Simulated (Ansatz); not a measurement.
# From SnH4 to Sn(SiH3)4: predicting a member

On one Sn centre, n of the H ligands are replaced by SiH3. The atomisation energy (no zero-point term) y in kJ/mol at CCSD(T)/def2-TZVPP. Shapes, held fixed at every level: PBE0-D4/def2-TZVP. Programs: Ansatz 0.2.0.

```
   molecule  n  y (kJ/mol)
       SnH4  0        1088
 SiH3(SnH3)  1           ?
SnH2(SiH3)2  2        2861
  Sn(SiH3)4  4        4650
```

Task: Fit y = c + s·n to the known rows and predict SiH3(SnH3).

Result: 
1. Means of the 3 rows: n = 2.00000, y = 2866.3.
2. Σ(Δn)² = 8, Σ(Δn·Δy) = 7124, so the slope is 7124/8 = 890.5.
3. Intercept: 2866.3 − (890.5) × 2.00000 = 1085.3. The largest residual of the fit is 5.3.
4. SiH3(SnH3): 1085.3 + (890.5) × 1 = 1976 kJ/mol.

The run gave 1973 kJ/mol, so the prediction is off by +3 kJ/mol, within the scatter of the fit. The steps are nearly additive. The slope is the difference between a Sn–SiH3 and a Sn–H bond with the ligands’ own bonds. Other levels give for SiH3(SnH3): BHLYP-D4/def2-TZVPP 1989; CCSD(T)/def2-SVP 1871 kJ/mol. For atoms past krypton def2 sets carry core potentials with scalar relativity. Correlated rows may include outer-core shells of Sn, which these sets cover unevenly.

Replacing H by SiH3 on tin raises the atomisation energy almost linearly, mainly because each silyl group brings three Si–H bonds of its own. The slope of 890.5 kJ/mol is therefore no measure of Sn–Si bond strength, and the rise does not mean that tin binds silyl more strongly than hydrogen. Near-additivity fits localised two-centre σ bonds at a tetravalent centre, where silicon and tin are similar in electronegativity and the long Sn–Si bonds leave the ligands little crowded. The small departures are systematic: SnH2(SiH3)2 and the computed SiH3(SnH3) both lie below the line, so the gain per substitution grows slightly, probably through weak attraction between silyl groups.

The successful prediction supports transferable bond contributions within this series, not the absolute energies. The much lower def2-SVP value probably reflects correlation energy missed by the small basis. Spin-orbit stabilisation of the free tin atom would lower every atomisation energy by the same amount, shifting the intercept but leaving the slope nearly untouched.
